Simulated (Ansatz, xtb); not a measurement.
# Redistribution: CHBrI2 + CH2F2 → CH2I2 + CHBrF2

Species: CHBrI2 (bromodiiodomethane) `BrC(I)I`, singlet; CH2F2 (difluoromethane) `FCF`, singlet; CH2I2 (diiodomethane) `ICI`, singlet; CHBrF2 (bromodifluoromethane) `FC(F)Br`, singlet. The partners trade Br for H; both sit on C, so the bond types are kept.

Shapes, held fixed at every level: PBE0-D4/def2-TZVP. Programs: Ansatz 0.2.0, xtb 6.7.1. The zero-point and thermal change to 298 K, harmonic and unscaled (PBE0-D4/def2-TZVP), is -1.5 kJ/mol.

```tsv
level	kind	ΔH(298 K) (kJ/mol)	less CCSD(T)/def2-TZVPP	CPU time (sum over the molecules)
GFN2-xTB	semi-empirical	-19.3	+5.4	0.13 s
SPW92/def2-TZVPP	LDA	-36.3	-11.6	14 s
r2SCAN-D4/def2-TZVPP	meta-GGA	-36.1	-11.4	51 s
B3LYP-D4/def2-TZVPP	global hybrid	-26.8	-2.1	46 s
wB97M-V/def2-TZVPP	range-separated hybrid	-31.1	-6.4	2 min
wB97X-V/def2-TZVPP	range-separated hybrid	-30.8	-6.1	79 s
CCSD(T)/def2-SVP	coupled cluster or CI	-28.0	-3.3	69 s
CCSD(T)/def2-TZVPP	coupled cluster or CI	-24.7	0.0	21 min
```

The highest level, CCSD(T)/def2-TZVPP, gives ΔH(298 K) = -24.7 kJ/mol; the levels span -36.3 to -19.3. The column of differences is taken from that level and isn't an error. No measured value is set beside it here. For atoms past krypton def2 sets carry core potentials with scalar relativity. Relativity is left out for Br. Outer-core shells of Br, I are correlated in most correlated rows, in sets that cover them unevenly. Times are processor times on shared x86 and Arm servers, and rough.

Every level makes the exchange exothermic, so bromine prefers the carbon bearing two fluorines to the one bearing two iodines. The thermal term is only -1.5 kJ/mol, which makes the preference essentially electronic. Since the bond types are conserved, it reflects how geminal substituents interact rather than a difference between C–Br and C–H bond strengths. Two effects probably act together: replacing bromine by hydrogen relieves crowding among the large halogens in CHBrI2, while in CHBrF2 fluorine lone pairs can donate into the C–Br antibonding orbital. The reaction enthalpy alone cannot separate them.

The sign is therefore much better supported than the magnitude. Enlarging the coupled-cluster basis makes the reaction less exothermic by 3.3 kJ/mol, more than the 2.1 kJ/mol separating B3LYP-D4 from the highest level, so that close agreement may be partly fortuitous. With equal numbers of molecules on both sides, the entropy change should be small and equilibrium should also favour the products, though this says nothing about the barrier to exchange.
